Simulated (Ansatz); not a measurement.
**A ladder of methods for SnNH4Cl (SMILES [NH2][SnH2][Cl])**

SnNH4Cl: 7 atoms, total charge 0, spin state singlet. SMILES: `[NH2][SnH2][Cl]`. Geometry: relaxed at PBE0-D4/def2-TZVP. This is one conformer, not always the lowest.

Each level gives the electronic atomisation energy (eV). The values are calculated. Electronic energies at fixed atoms, without zero-point motion or spin-orbit coupling.

| level | kind | program | value (eV) |
| --- | --- | --- | --- |
| BLYP/def2-SVP (core potential) | GGA | Ansatz | 19.08 |
| revPBE/def2-SVP (core potential) | GGA | Ansatz | 18.78 |
| r2SCAN0/def2-SVP (core potential) | hybrid meta-GGA | Ansatz | 18.97 |
| CAM-B3LYP/def2-SVP (core potential) | range-separated hybrid | Ansatz | 19.40 |
| HSE06/def2-SVP (core potential) | range-separated hybrid | Ansatz | 19.19 |
| wB97M-V/def2-SVP (core potential) | range-separated hybrid | Ansatz | 19.76 |
| RPA@PBE0/def2-SVP (core potential) | RPA | Ansatz | 17.58 |
| BCCD(T)/def2-SVP (core potential) | coupled cluster or CI | Ansatz | 18.00 |

Correlated wave functions underbind in double-zeta sets. The values span 17.58 to 19.76 eV. In the correlated wave-function rows the outer d shell of Sn is correlated, in sets not made for it.

All the density functionals place the atomisation energy above the two correlated wave-function results, with wB97M-V highest at 19.76 eV and RPA lowest at 17.58 eV. Atomisation breaks electron pairs shared in the Sn–N, Sn–Cl, Sn–H and N–H bonds, so the molecule has more short-range pair correlation than the separated atoms. Explicit pair correlation needs high angular momentum functions to describe the electron cusp, whereas a density functional takes much of it from the density. The gap between the two groups therefore probably reflects basis incompleteness more than functional overbinding, and BCCD(T) here is no benchmark for ranking the functionals. That RPA falls below BCCD(T) fits its known tendency to underbind molecules relative to free atoms.

Exact exchange alone does not order the functionals: the hybrid r2SCAN0 lies below the GGA BLYP, though above revPBE. The large total binding does not establish resistance to loss of ammonia or hydrogen chloride, for which divalent tin products would be the relevant reference.
